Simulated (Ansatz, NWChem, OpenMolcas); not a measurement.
A ladder of methods for SiBrCl3 (bromotrichlorosilane)

SiBrCl3: 5 atoms, total charge 0, spin state singlet. As SMILES, `Cl[Si](Cl)(Cl)Br`. The coordinates come from a PBE0-D4/def2-TZVP relaxation.

Quantity: the electronic atomisation energy, in eV. The values are calculated. Electronic energies at fixed atoms, without zero-point motion or spin-orbit coupling.

```tsv
level	kind	program	value (eV)
HF/cc-pVDZ	Hartree–Fock	OpenMolcas	10.78
PBE/cc-pVDZ	GGA	NWChem	15.41
TPSS/cc-pVDZ	meta-GGA	OpenMolcas	15.05
B3LYP/cc-pVDZ	global hybrid	Ansatz	14.36
wB97M-V/cc-pVDZ	range-separated hybrid	Ansatz	15.48
RPA@PBE/cc-pVDZ	RPA	Ansatz	11.84
MP2/cc-pVDZ	perturbation theory	Ansatz	14.51
CCSD/cc-pVDZ	coupled cluster or CI	Ansatz	13.38
```

All-electron rows without a relativistic Hamiltonian named are non-relativistic. The values span 10.78 to 15.48 eV. In the correlated wave-function rows the outer d shell of Br is correlated, in sets not made for it.

Electron correlation supplies a substantial part of the binding in SiBrCl3. Hartree–Fock gives only 10.78 eV, and every other level lies higher. Forming four polar single bonds from open-shell atoms creates new electron pairs and brings the halogen lone pairs close together, so the molecule gains more correlation energy than the separated atoms. CCSD recovers part of this gain at 13.38 eV, while MP2, which treats the pairs without their mutual coupling, goes further to 14.51 eV.

The density functionals do not form a steadily converging ladder: binding falls from PBE through TPSS to B3LYP, but wB97M-V gives the largest value, 15.48 eV. Thermochemical experience with silicon tetrahalides suggests that even this is somewhat too low. The likely cause is the double-zeta basis, which describes polarisation at silicon poorly and recovers too little of the short-range pair correlation, a shortage felt most by the wave-function methods and RPA. The MP2 value's closeness to B3LYP is therefore no sign of convergence. Nor does the total separate the Si–Br contribution from that of the Si–Cl bonds.
